# Silicon by methods of rising cost: seven questions

A process engineer needs the band gap, the volume and the stiffness of crystalline silicon, and has the table below to choose a method from. The band gap is the energy between the highest filled and the lowest empty electron level. The bulk modulus is the resistance to uniform compression. All gaps were computed on one and the same cell, the one that r2SCAN prefers, while each volume and modulus belongs to the method's own energy minimum.

Crystalline silicon (space group Fd-3m) by force fields, semi-empirical and tight-binding methods and DFT, without spin polarisation or spin-orbit coupling. Gaps and times are for single points on the r2SCAN-relaxed cell; volumes and moduli are for each method's own energy minimum, moduli at fixed cell shape. PBE coarse-settings has a 260 eV cutoff and a 4×4×4 k mesh.

```tsv
name	kind	band gap (eV)	volume per atom (Å³)	bulk modulus (GPa)	atoms computed	rough processor time, order of size (s)
Si.sw	force field	n/a	20.023	101.50	2	0.1
Si.tersoff	force field	n/a	20.026	97.70	2	0.1
SiC_Erhart-Albe.tersoff	force field	n/a	20.000	99.10	2	0.1
PBE coarse-settings	low cutoff and mesh	0.556	n/a	n/a	2	0.5
DFTB	tight binding	2.839	n/a	n/a	2	0.5
PBE	semilocal	0.583	20.459	89.10	2	1
r2SCAN	semilocal	0.770	20.171	97.20	2	3
GFN2-xTB tblite	tight binding	1.672	19.597	120.00	64	4
PBE sz-orbitals	small basis	1.686	n/a	n/a	2	4
GLLB-SC	model potential	1.065	n/a	n/a	2	6
PM7	semi-empirical	6.648	18.105	188.40	64	10
PM6	semi-empirical	0.743	n/a	n/a	64	20
```

### 1. Why do the force fields give a volume and a modulus, but no gap?

A force field gives the energy as a function of where the atoms sit. The position of its minimum is the volume, and the curvature there gives the modulus. A gap concerns electron levels, and a force field has none.

The quantities therefore ask for different knowledge. Volume and modulus depend on the total energy, which in an electronic method comes from the filled levels. The gap also needs the lowest empty level, which adds nothing to that energy.

*Remark.* The three force-field volumes lie within 1% of the r2SCAN value. These potentials were fitted to silicon, so the agreement shows that the fits hold near this crystal. It is no promise for a surface, a melt or another compound.

### 2. Why does the gap grow from PBE through r2SCAN to GLLB-SC?

The cell is the same, but the runs behind the table differ in k mesh, which can shift a gap by about 0.1 eV (question 4). The whole growth, 0.48 eV, is well beyond that and comes mainly from how each method treats the electrons; the size of the step from PBE to r2SCAN and the closeness of GLLB-SC to the measured gap are less certain. Theory supplies the reason. The true gap is the cost of taking an electron out of the crystal less the energy gained on putting one in. When an electron is added across the gap, the exact exchange-correlation potential jumps upward by a constant. A semilocal potential such as that of PBE has no such jump, and its gap comes out too small.

r2SCAN also depends on the kinetic energy density of the orbitals, so it can act differently on filled and empty ones and recovers part of the jump. GLLB-SC is designed to add an estimate of it. The measured gap is roughly 1.2 eV; PBE falls short of it by about 0.6 eV, r2SCAN by 0.4 eV and GLLB-SC by 0.1 eV.

*Remark.* Measured gaps include the motion of the atoms and spin-orbit coupling, which the calculations leave out. In silicon these shift the gap by hundredths of an eV. They can't explain the shortfall of PBE, but they do matter when GLLB-SC is graded.

### 3. What happens if only the set of orbitals is cut down?

The row PBE sz-orbitals keeps the functional and describes the electrons with a minimal set of atomic orbitals. The gap rises from 0.583 to 1.686 eV. A change of basis thus moves the gap more than the change from PBE to GLLB-SC does.

In a given potential, fewer orbitals can only raise a level or leave it where it is. The filled bands of silicon are bonds made of valence s and p orbitals, which the minimal set contains, so their rise is limited. The lowest empty states need shapes that the set lacks, and they should rise more. On this argument the gap opens from above; the table doesn't show the two band edges separately.

*Remark.* The minimal-basis gap overshoots the measured one although PBE itself undershoots it. Two errors of opposite sign can meet anywhere, including at the right answer. The still larger gap of DFTB, 2.839 eV, may have a similar origin, but no row separates its basis from its other approximations.

### 4. Which digits of the PBE gap can be trusted?

A cutoff below the recommended one and a coarse mesh change the PBE gap by only 0.03 eV. That small change hides a trap. In the coarse run the lowest empty level found lies 84% of the way from the zone centre Γ to the zone boundary X. The 4x4x4 mesh has points halfway and at X, and steps over it.

Read from the mesh points alone, the gap of that run would be 0.694 eV; with that lower level included it is 0.556 eV. The error has a fixed direction: for given bands, sampling too few points can miss the highest filled or the lowest empty level, so it can only make the gap too large.

*Remark.* With coarse settings the first decimal is safe only if the band minimum has been looked for. The choice of cell matters as well. PBE prefers a volume 1.4% larger than the cell used here, and this compression shifts its gap by something like two hundredths of an eV.

### 5. Why is the crystal stiffer in methods that make it smaller?

From PBE through r2SCAN and GFN2-xTB to PM7 the volume falls and the modulus rises. The simplest explanation is that these methods share one energy curve and differ only by a constant extra pressure. Such a pressure adds to the energy a term proportional to the volume $V$. This term moves the minimum but leaves the curvature at each volume as it was. The modulus of the other method should then equal that of r2SCAN silicon squeezed or stretched to the same volume.

A compressed solid stiffens because its bonds are pushed towards the repulsive side of their energy curve, where the curve bends more sharply. A steeper slope alone would mean more pressure, not more stiffness. If the modulus $B$ grows by $B'$ units for each unit of pressure, then $dB/B=-B'\,dV/V$, and hence

$$B=B_0\left(\frac{V_0}{V}\right)^{B'}.$$

Here $B_0$ and $V_0$ are the r2SCAN modulus and volume, and $B'\approx4.2$ is a rough known value for silicon, not adjusted to the table. For PM7 this gives

$$B=97.2\left(\frac{20.171}{18.105}\right)^{4.2}\approx153\ \text{GPa}.$$

PM7 itself gives 188 GPa. On this estimate, the smaller volume accounts for about 60% of its excess over r2SCAN. For GFN2-xTB the share is 55%, and for the softer PBE crystal 69% of the deficit. The idea gives the direction and more than half of the size; the rest suggests that the energy curves differ in shape too, though for PBE it is small enough for numerical noise to matter. GFN2-xTB and PM7 also ran on 64-atom cells with few k points, and GFN2-xTB is fitted to molecules, so their values for a solid can be far off.

*Remark.* A single chemical bond, as in H₂, pushed together by a constant force behaves in the same way: it becomes shorter and stiffer. The comparison works because uniform compression of silicon shortens every bond and leaves the angles alone. It fails for shear, which bends angles. It also gives no ranking of the force fields: Si.sw and Si.tersoff have almost equal volumes, yet their moduli differ by 3.8 GPa.

### 6. PM7 misses the gap widely and PM6 lands near r2SCAN. What follows?

The gap of PM7 is 11 times that of PBE. Theory leads one to expect a large value, because PM7 reports a gap between Hartree-Fock orbitals. In that picture an added electron meets the other electrons as if they were frozen. In real silicon they move aside and screen it, which lowers the cost of adding an electron and narrows the gap.

PM6 rests on the same kind of orbital gap and should also come out far too large. It gives 0.743 eV, close to r2SCAN. Its electronic state has not been identified, so the agreement can't be credited to the method. It may have settled in a state other than the normal one, but that is a guess. Both runs also see few k points, which adds an uncertainty to either gap.

*Remark.* A number that looks plausible needs the same scrutiny as one that doesn't. Nor does a longer run vouch for the result: the PM7 run took more time than the PBE run, but it also treated 32 times as many atoms.

### 7. What would change if silicon were replaced by germanium?

Germanium has the same crystal structure and the same kind of bonds, so the reasoning about volume and stiffness carries over. The gap is more delicate. Germanium's measured gap is only about 0.7 eV. A shortfall like the one PBE shows for silicon, about 0.6 eV, would leave almost nothing of it.

Semilocal functionals are indeed known to show germanium with little or no gap. An error that is merely a wrong number in silicon can there turn a semiconductor into a metal. Spin-orbit coupling, a small correction in silicon, also has to be included for the heavier atom.

*Remark.* For the engineer, the choice of method follows from the quantity. A volume needs a sound total energy, and the volumes from PBE and r2SCAN agree to within 1.5%. A gap needs sound empty levels as well, and a good volume is no evidence for those.
